Fcc Al, one-atom cell (conventional a = 4.048 Å, not relaxed at this level), strained tetragonally along [001] at fixed volume. Ansatz 0.2.0, scalar-relativistic plane-wave PAW DFT with r2SCAN, no spin polarisation, cutoff 500 eV, k mesh 22×22×22, Gaussian smearing of 0.15 eV. Energies are free energies relative to the starting cell; pressure is positive in compression.

```tsv
axial ratio (over its starting value)	energy change (meV/atom)	pressure (GPa)
0.65	101.7	-1.80
0.707	108.3	-1.80
0.78	94.4	-1.95
0.85	52.7	-2.35
0.92	16.4	-2.95
0.96	4.2	-3.28
1	0.0	-3.42
1.05	6.4	-3.22
1.1	21.6	-2.71
1.2	84.4	-0.58
1.3	183.9	2.38
1.414	339.4	6.53
1.5	479.5	10.14
```

## Two equal distortions, two very different costs

The axial ratio compares the crystal's length along one axis with its width across it, set to 1 for the starting fcc crystal. The energy change is the cost per atom relative to that crystal, at fixed volume. Take the rows 0.707 and 1.414. One squashes the crystal by a factor √2, the other stretches it by the same factor, yet the squash costs 108 meV and the stretch 339 meV.

The squashed side also does something the stretched side does not. Its energy climbs to the row 0.707 and then comes down again at 0.65. Above 1, each further stretch costs more than the row before. An explanation has to account for both the threefold difference and the turn.

## First explanation: a spring

The tempting answer is elasticity. Close to a minimum, a smooth energy normally grows as the square of the distortion. Let x be the natural logarithm of the axial ratio, so that squashing and stretching by the same factor give x the same size with opposite sign. The spring is then

E = ½ k x²

with one stiffness k, taken here from the five rows between 0.92 and 1.1.

By construction the spring gives equal costs for equal distortions: about 287 meV at both 0.707 and 1.414. On the stretched side that is 16 % below the computed energy, a fair result for a row far outside the fit. On the squashed side it is 2.6 times too high. The size of the distortion alone can't be to blame, because it is the same in both rows. Something particular happens on the way to 0.707.

## Second explanation: crowded atoms

Perhaps the energy simply reports how hard the atoms are pressed together. A quick comparison makes this doubtful. At ratio 1.1 the shortest contact is 2.77 Å, at 0.707 it is 2.78 Å, yet the second crystal costs five times as much as the first. The comparison isn't quite fair, however, since four neighbours sit at the short distance in the first case and eight in the second.

A sum over neighbours removes that objection. Each pair of atoms is given a repulsion that falls as the twelfth power of distance, near shells are added up, and the strength is set by the same five rows near fcc. The sum does see that stretching is worse than squashing, and it even levels off at 0.707, for a reason that the next section gives. But it exaggerates the difference: it gives about 54 meV at 0.707, half the computed value, and 560 meV at 1.414, well above it. A steeper law, with the eighteenth power, still gives only about half the energy at 0.707 and overshoots the most stretched row even more.

A pair repulsion of this kind is therefore not the whole energy. In a metal the conduction electrons also respond to the arrangement of the atoms, even when the volume is fixed. How much they contribute here has not been separated out.

## Third explanation: a second cubic crystal on the path

The row 0.707 is special because the crystal there is body-centred cubic. An fcc crystal can be described by a body-centred cell that is √2 times as tall as it is wide. Squash it by √2 and the cell becomes a cube. The rows between and beyond these two points have only tetragonal symmetry.

Cubic symmetry forces the energy curve to be flat, in three steps:

1. In a cubic crystal, a small stretch along x, y or z, each with its compensating shrinkage across, costs the same.
2. Apply all three in turn. To first order they cancel, and the crystal is back where it began.
3. Three equal first-order costs that add up to zero must each be zero.

The slope of the energy therefore vanishes at fcc and again at bcc. The computed stresses give this slope separately from the energies: it is practically zero in these two rows and large in all the others. The two zeros are no independent test of the argument, since a calculation on a cubic cell has the symmetry built in. They do confirm that the row 0.707 sits at the cubic point.

This is what the spring misses. A spring steepens for ever, whereas the real curve has to level off by the time it reaches bcc. On the stretched side no second cubic crystal is waiting, so symmetry doesn't force the curve to level off there. That alone would not make the spring accurate, but in these rows it remains a tolerable guide.

## An estimate worked in full

The simplest wave that is flat at both crystals is

E = H sin²(πx / 2x_b)

where x_b = −½ ln 2 = −0.347 is the position of bcc and H its height above fcc. For small x the wave must agree with the spring, which requires H = 2k x_b² / π². With k = 4773 meV,

H = 2 × 4773 × 0.120 / 9.87 ≈ 116 meV.

The computed height is 108 meV, and this row took no part in setting k. The estimate is 7 % high, and the wave also follows the other rows from 0.65 to 0.85 to within about 2 meV. The printed output after this text compares all three models row by row.

That agreement should not be read as proof of the wave. Symmetry fixes where the curve is flat, not its shape in between. A cubic polynomial that is flat at the same two points gives 96 meV instead. These two simple shapes put the height at roughly a third to two fifths of what the spring predicts. The crowding sum, scaled to the same five rows, is flat at both crystals too, yet it gives only about 54 meV. Symmetry and the rows near fcc therefore explain why the spring must fail, but they don't fix the height by themselves.

The wave also has a clear boundary. Continued to the stretched side it turns over at 1.414, as if another cubic crystal stood there, and gives only a third of the computed energy. It is a bridge between two cubic crystals and should be used only on that side.

The estimate also inherits any error in the stiffness. The k used here corresponds to a shear constant of about 35 GPa, while the measured one, as a rough recalled value, is nearer 25 GPa. The cause of the difference isn't known from these data. The height of bcc in real aluminium may therefore differ from the one computed here.

## Flat, but a summit

Symmetry says that the curve is flat at bcc. It does not say whether that flat place is a valley or a summit. Only the calculation can decide, and it does: the energy falls by 7 meV towards 0.65 and by 14 meV towards 0.78. The stresses agree, pushing the crystal away from bcc on both sides.

Fixed volume does not spoil this conclusion. The pressure column is negative for these three rows, which means that each crystal would like to shrink. The pressures are nearly equal, so letting the volume relax would lower the three energies by almost the same amount. Relative to fcc, bcc would rise by roughly 6 meV, estimated with a rough recalled bulk modulus, because the fcc crystal is under stronger tension and gains more.

In this calculation, without thermal motion, bcc aluminium is not a phase that waits behind a barrier. A slight stretch along one axis is enough to start it downhill, and no row on the way to fcc stands higher than bcc itself.

## How to read another metal

The flatness argument uses only the geometry of the two lattices, so it holds for any element taken along this path, as long as no magnetic order breaks the cubic symmetry. If fcc is the stable crystal, its stiffness against this distortion can be expected to give the order of magnitude of the height of bcc, but hardly more. In aluminium the wave and the crowding sum are scaled to the same rows near fcc, and their heights still differ by about a factor of two. If bcc is the stable one, read the path from the other end: fcc is then the second flat point. Whether that second point is a summit or a shallow valley has to be computed each time.

## Where does the downhill path end?

At 0.65 the energy is still falling towards smaller ratios, as the stresses show, so this row is not a second minimum. The fall can't go on for ever, because extreme flattening at fixed volume drives the atomic layers into one another. A minimum along this path must therefore lie somewhere below 0.65. How deep it is, and whether a crystal there would resist other distortions, the table leaves open.

Numerical output:

```
Energies above fcc in meV/atom:
    row  computed  spring    crowding   wave  slope_from_stress_meV_per_unit_ln_ratio  shortest_contact_A
   0.65     101.7   442.9       52.54  100.1                                    147.2               2.787
  0.707     108.3   286.9       53.61  116.2                                   0.3449               2.782
   0.78      94.4   147.3       47.36  94.69                                   -328.3               2.789
   0.85      52.7   63.04       30.24  52.43                                   -550.7               2.804
   0.92      16.4   16.59       10.85  15.82                                   -357.2               2.828
   0.96       4.2   3.977        3.01  3.932                                   -193.2               2.844
    1.0         0       0  -8.369e-14      0                                        0               2.862
   1.05       6.4   5.682       5.642   5.59                                    227.9               2.816
    1.1      21.6   21.68       24.39  20.37                                    443.2               2.773
    1.2      84.4   79.34       110.2  62.84                                    990.6               2.694
    1.3     183.9   164.3       271.4  100.1                                     1500               2.623
  1.414     339.4   286.4       559.9  116.2                                     2199                2.55
    1.5     479.5   392.4       858.5  108.1                                     2534               2.501
Drop from bcc to ratio 0.65 and to ratio 0.78, meV/atom: 6.6, 13.9
Spring, crowding, wave over computed energy at bcc (ratio): 2.649, 0.495, 1.073
Spring, crowding, wave over computed energy at ratio 1.5 (ratio): 0.8183, 1.79, 0.2254
Crowding with exponent 18 at bcc and at ratio 1.5, meV/atom: 58.35, 986.2
Height of bcc from the cubic polynomial flat at both lattices, meV/atom: 95.56
Rms miss for ratios 0.65 to 0.85 of spring, crowding, wave, meV/atom: 194.4, 45.07, 4.031
Stiffness from energies and from stresses, meV/atom per squared ln ratio: 4773, 4533
Height of bcc from the wave with the stiffness from stresses, meV/atom: 110.3
Rough shift by volume relaxation relative to fcc, bcc and ratio 1.5, meV/atom: 5.757, -62.04
```
